## The theorem and its conventions

An s-type Gaussian basis function on a nucleus at $\mathbf A$ has the amplitude $\chi_a=N_a e^{-a|\mathbf r-\mathbf A|^2}$. The exponent $a>0$ has units of m$^{-2}$, and $N_a=(2a/\pi)^{3/4}$ makes $\int\chi_a^2\,d^3r=1$. Multiply two such functions and define $p=a+b$ and $\mathbf P=(a\mathbf A+b\mathbf B)/p$. Completing the square gives

$$a|\mathbf r-\mathbf A|^2+b|\mathbf r-\mathbf B|^2=p|\mathbf r-\mathbf P|^2+aA^2+bB^2-pP^2 .$$

Since $p(aA^2+bB^2)-|a\mathbf A+b\mathbf B|^2=ab|\mathbf A-\mathbf B|^2$, the constant equals $\mu R^2$, with $\mu=ab/p$ and $R=|\mathbf A-\mathbf B|$. This is the Gaussian product theorem:

$$e^{-a|\mathbf r-\mathbf A|^2}e^{-b|\mathbf r-\mathbf B|^2}=e^{-\mu R^2}e^{-p|\mathbf r-\mathbf P|^2}.$$

The product is one Gaussian on the line AB, a distance $bR/p$ from A, so it sits nearer the tighter function. With $\int e^{-pr^2}d^3r=(\pi/p)^{3/2}$, the overlap of the normalised functions is

$$S=S_0\,e^{-\mu R^2},\qquad S_0=\left(\frac{2\sqrt{ab}}{a+b}\right)^{3/2}\le 1 .$$

## Dimensional analysis

The inputs $a$, $b$, $R$ involve only length, so the dimensionless $S$ depends on two groups, a shape ratio such as $b/a$ and a reduced distance such as $\mu R^2$. Stretching the bond by a factor $\lambda$ is equivalent to multiplying both exponents by $\lambda^2$. The factor $S_0$ penalises mismatched sizes and $e^{-\mu R^2}$ penalises separation. Because $1/\mu=1/a+1/b$,

$$\tfrac12\min(a,b)\le\mu<\min(a,b),$$

so the more diffuse partner sets the range.

**Inputs.** The typical nearest-neighbour distance in diamond-structure silicon is $R=0.235$ nm. The geometry then gives a cubic cell edge $a_L=4R/\sqrt3=0.5427$ nm, second neighbours at $R_2=\sqrt{8/3}\,R=0.384$ nm and an atom density $n=8/a_L^3=50.0$ nm$^{-3}$. The exponents 12, 36, 100 and 1000 nm$^{-2}$ are assumed round values, of a size typical for diffuse, outer-valence, inner-valence and tight primitives. Basis libraries list exponents in bohr$^{-2}$, with 1 bohr$^{-2}$ = 357.1 nm$^{-2}$. All overlaps below belong to this single-primitive model and not to silicon. An overlap depends on the basis and has no measured counterpart.

## Distance at fixed exponents

**Small $\mu R^2$.** $S/S_0=1-\mu R^2+\tfrac12(\mu R^2)^2-\dots$ There is no term linear in $R$.

**Crossover.** The curve $S(R)$ is steepest at $\mu R^2=\tfrac12$ and reaches $S_0/e$ at $\mu R^2=1$. For $a=b$, where $\mu=a/2$ and $S_0=1$, the latter means $a=2/R^2=36.2$ nm$^{-2}$. Outer-valence functions sit right at this crossover.

**Large $\mu R^2$.** The overlap falls below a threshold $\varepsilon$ beyond $R_c=\sqrt{\ln(S_0/\varepsilon)/\mu}$, an exact inversion.

For $a=b$ and an assumed $\varepsilon=10^{-10}$:

| $a$ (nm$^{-2}$) | $a$ (bohr$^{-2}$) | $\mu R^2$ | $S(R)$ | $S(R_2)$ | $R_c$ (nm) |
|---|---|---|---|---|---|
| 12 | 0.0336 | 0.331 | 0.718 | 0.413 | 1.96 |
| 36 | 0.101 | 0.994 | 0.370 | 0.0706 | 1.13 |
| 100 | 0.280 | 2.76 | 0.0632 | $6.34\times10^{-4}$ | 0.679 |
| 1000 | 2.80 | 27.6 | $1.02\times10^{-12}$ | $1.05\times10^{-32}$ | 0.215 |

In the first row the small-distance series gives 0.669 at first order and 0.724 at second order, against the exact 0.718. In the last row $R_c<R$, so every intersite pair of tight functions is screened out.

The number of atoms within range is roughly $N=\tfrac43\pi R_c^3 n\propto[\ln(1/\varepsilon)/\mu]^{3/2}$. This continuum estimate is about $3.0\times10^2$ for $a=36$ nm$^{-2}$ and $1.6\times10^3$ for $a=12$ nm$^{-2}$. Dividing the exponent by three multiplies $N$ by 5.20, while tightening $\varepsilon$ from $10^{-10}$ to $10^{-12}$ multiplies it by only 1.31.

## Exponent mismatch

**Nearly equal exponents.** Write $a=ge^{\theta}$, $b=ge^{-\theta}$, $x=gR^2$ and $s=1/\cosh\theta$. Then $p=2g\cosh\theta$ and

$$S=s^{3/2}e^{-xs/2},\qquad \ln S=-\frac x2+\frac{x-3}{4}\theta^2+O(\theta^4).$$

The correction changes sign at $x=3$, that is $g=54.3$ nm$^{-2}$. Below this value, matched exponents maximise the overlap at fixed $g$. Above it, mismatch helps. The maximum moves to $s=3/x$ and takes the value $[3/(ex)]^{3/2}$, a power law in place of an exponential.

**One tight, one diffuse.** Let $w=b/a\ll1$ and $y=bR^2$. Exactly, $S=2^{3/2}w^{3/4}(1+w)^{-3/2}e^{-y/(1+w)}$, so

$$S\simeq2^{3/2}w^{3/4}e^{-y}\left[1+\left(y-\tfrac32\right)w\right].$$

The leading term treats the tight function as a point probe, its volume integral $(2\pi/a)^{3/4}$ times $\chi_b(\mathbf A)$. The correction is $\nabla^2\chi_b/(4a\chi_b)$ at A. It vanishes at $y=3/2$, or $b=27.2$ nm$^{-2}$. The expansion needs $w\ll1$ and $yw\ll1$. For $a=1000$ and $b=36$ nm$^{-2}$, $y=1.99$. The leading term is 0.03201, the corrected value 0.03258 and the exact one 0.03253. The product centre lies 8.2 pm from A. The tight function that was invisible to its twin overlaps appreciably with a valence neighbour, so screening must test pairs and not single functions.

An intermediate pair, $a=100$ and $b=36$ nm$^{-2}$, has $S_0=0.829$, $\mu R^2=1.46$ and $S=0.192$. Here $w$ is not small and the exact formula is the one to use.

**Best partner for a given function.** Fix $X=aR^2$ and vary $w$ in $\ln S=\tfrac32\ln 2+\tfrac34\ln w-\tfrac32\ln(1+w)-Xw/(1+w)$. Setting the derivative to zero gives $3-3w^2-4Xw=0$, hence

$$w^*=\frac{\sqrt{4X^2+9}-2X}{3}.$$

For $X\ll\tfrac32$, $w^*\simeq1-2X/3$. For $X\gg\tfrac32$, $b^*\simeq\frac{3}{4R^2}\left(1-\frac{9}{16X^2}\right)$, which tends to 13.6 nm$^{-2}$, a value set by the bond length alone. For $a=100$ nm$^{-2}$, $X=5.52$, $b^*=13.3$ nm$^{-2}$ and $S=0.270$, against 0.0632 for the matched pair.

## The diffuse limit in a crystal

For an isolated pair with $a=b$, the overlap matrix has eigenvalues $1\pm S$. The smaller one vanishes only linearly, $1-S\simeq aR^2/2$. A crystal behaves far worse. Put one function on each atom and form Bloch sums at $\mathbf k=0$. Let $\mathbf L$ run over the face-centred cubic lattice, with primitive volume $\Omega=a_L^3/4$ and second atom at $\boldsymbol\tau=\tfrac{a_L}{4}(1,1,1)$. The $2\times2$ overlap matrix has eigenvalues

$$\lambda_\pm=\sum_{\mathbf L}\left[e^{-aL^2/2}\pm e^{-a|\mathbf L+\boldsymbol\tau|^2/2}\right]=\frac{(2\pi/a)^{3/2}}{\Omega}\sum_{\mathbf G}\left(1\pm\cos\mathbf G\cdot\boldsymbol\tau\right)e^{-G^2/2a},$$

where the second form is Poisson summation over reciprocal vectors $\mathbf G$. In $\lambda_-$ the $\mathbf G=0$ term cancels. The eight (111) vectors have $\cos\mathbf G\cdot\boldsymbol\tau=0$ and $G^2=9\pi^2/4R^2$. The six (200) vectors have cosine $-1$ and $G^2=3\pi^2/R^2$. Therefore

$$\lambda_-\simeq\frac{8(2\pi/a)^{3/2}}{\Omega}\,e^{-9\pi^2/8aR^2}\left[1+\tfrac32e^{-3\pi^2/8aR^2}\right].$$

This is exponentially small in $1/aR^2$. For $a=36$ nm$^{-2}$ the bracket adds 23 %, $\lambda_-=0.068$ and $\lambda_+=3.70$. For $a=12$ nm$^{-2}$ it adds 0.6 %, $\lambda_-=4.0\times10^{-6}$ and $\lambda_+=19.0$, while the isolated pair still has $1-S=0.282$. The eigenvalue ratio of $4.7\times10^6$ amplifies rounding and screening errors when the basis is orthogonalised. A diffuse function that is harmless in a molecule can thus make a periodic basis nearly linearly dependent.

## Sensitivity to strain and temperature

At fixed exponents, $d\ln S/d\ln R=-2\mu R^2$, which is $-1.99$ for $a=b=36$ nm$^{-2}$. A uniform 1 % bond stretch lowers this overlap by about 2 %. The compiled linear expansion coefficient, $2.6\times10^{-6}$ K$^{-1}$ at 293 K (Kaye and Laby Online, NPL), gives a relative change of $-5.2\times10^{-6}$ per kelvin from expansion alone.

Vibrations rival this. Suppose the relative displacement of the two atoms is isotropic, with variance $\sigma^2$ per Cartesian direction. To second order in the displacement,

$$\frac{\langle S\rangle}{S}\simeq1+\frac{\sigma^2}{2}\frac{\nabla^2S}{S}=1+\mu\sigma^2\left(2\mu R^2-3\right).$$

In a classical Debye model one atom has $\langle u_x^2\rangle=3k_BT/M\omega_D^2$ with $\hbar\omega_D=k_B\Theta$. Uncorrelated neighbours double this, so $d\sigma^2/dT=6\hbar^2/(Mk_B\Theta^2)$. With the compiled $\Theta=645$ K (Råsander 2015, temperature not stated) and the typical atomic mass 28.09 u, this is $2.5\times10^{-7}$ nm$^2$ K$^{-1}$, and the overlap shifts by about $-5\times10^{-6}$ per kelvin. Correlated motion of bonded atoms and quantum statistics below $\Theta$ both alter the figure, so only its order of magnitude counts. It is enough to show that a statically expanded lattice leaves out a term of the same size as the one it keeps.

## Where the scaling stops

The formulas are exact for s primitives. Contracted functions give sums of such terms, and at long range the smallest $\mu$ dominates. Functions of p and d type multiply $e^{-\mu R^2}$ by polynomials in the components of $\mathbf A-\mathbf B$, which shift the crossovers but leave the Gaussian decay. True bound-state tails decay as $e^{-\kappa r}$, while the logarithmic slope $2ar$ of a Gaussian grows without bound. Beyond $r\approx\kappa/2a$ for the most diffuse exponent, the basis decays faster than the state it represents. Couplings across vacuum gaps or tunnel oxides therefore need diffuse functions, or functions placed in the gap, and the diffuse ones carry the range and conditioning costs found above.